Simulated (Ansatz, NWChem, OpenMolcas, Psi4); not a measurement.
## Computed against measured: atomisation enthalpy at 298 K

6 molecules holding an element from Na to Cl; the atomisation enthalpy at 298 K in kJ/mol, computed less measured. Shapes, held fixed at every level: PBE0-D4/def2-TZVP. Flexible molecules stand in one conformer, not always the lowest. Thermal terms are harmonic and unscaled (PBE0-D4/def2-TZVP); the spin-orbit lowering of the free atoms is taken from their spectra. Programs: Ansatz 0.2.0, NWChem 7.3.0, OpenMolcas 26.06, Psi4 1.11. A level may come from different programs for different species; with the same settings they agree closely. Measured values: Active Thermochemical Tables, CRC Handbook of Chemistry and Physics, NIST-JANAF tables.

Levels: A = B3LYP/cc-pVDZ; B = MP2/def2-SVP; C = CCSD(T)/def2-TZVPP.

```
                           molecule  from tabulated heats     A     B     C
    SiCl4 (SMILES Cl[Si](Cl)(Cl)Cl)                  1598  -181  -114   -74
          C2H3ClO (acetyl chloride)                  2700   -64   -77   -83
C2H2Cl4 (1,1,2,2-tetrachloroethane)                  2504  -139  -109   -94
       C2H4Cl2 (1,1-dichloroethane)                  2676   -85  -114   -71
           C2H6S (dimethyl sulfide)                  3056   -83  -170   -77
        C2H6S2 (dimethyl disulfide)                  3320  -118  -226  -101
```

Which level does best on this set, which worst, and which err to one side?


```csv
level,kind,mean error,mean absolute error,worst case
B3LYP/cc-pVDZ,global hybrid,-111.7,111.7,SiCl4
MP2/def2-SVP,perturbation theory,-135.0,135.0,C2H6S2
CCSD(T)/def2-TZVPP,coupled cluster or CI,-83.3,83.3,C2H6S2
```

On this set CCSD(T)/def2-TZVPP has the smallest mean absolute error and MP2/def2-SVP the largest. B3LYP/cc-pVDZ is too low in 6 of 6; MP2/def2-SVP is too low in 6 of 6; CCSD(T)/def2-TZVPP is too low in 6 of 6. The heats of C2H2Cl4 come from older tables and can be uncertain by 10 kJ/mol or more. Heats of the atoms come from ATcT where it has them. The levels differ in basis as well as in method. Correlated wave functions converge slowly with the basis. The set is small.

All three levels underbind every molecule, most plausibly because bonding creates new electron pairs and polarises the valence shells, which a small basis describes less well than it does the free atoms. MP2 usually overbinds near the basis limit, so its deficit here probably reflects the basis more than the perturbation theory. Its smallest error, for acetyl chloride, suggests partial cancellation, since MP2 tends to overbind multiple bonds such as C=O. That molecule also breaks the overall ranking: CCSD(T) is the poorest of the three there.

Among the chlorides, the B3LYP deficit grows with the number of chlorine atoms and peaks at SiCl4. Strongly polar Si–Cl bonds need tight d functions to polarise the inner valence region, and their absence from cc-pVDZ is a likely contributor, alongside the functional's own tendency to underbind heavily chlorinated molecules. The CCSD(T) errors are much more even, but remain far too large for predictive thermochemistry.
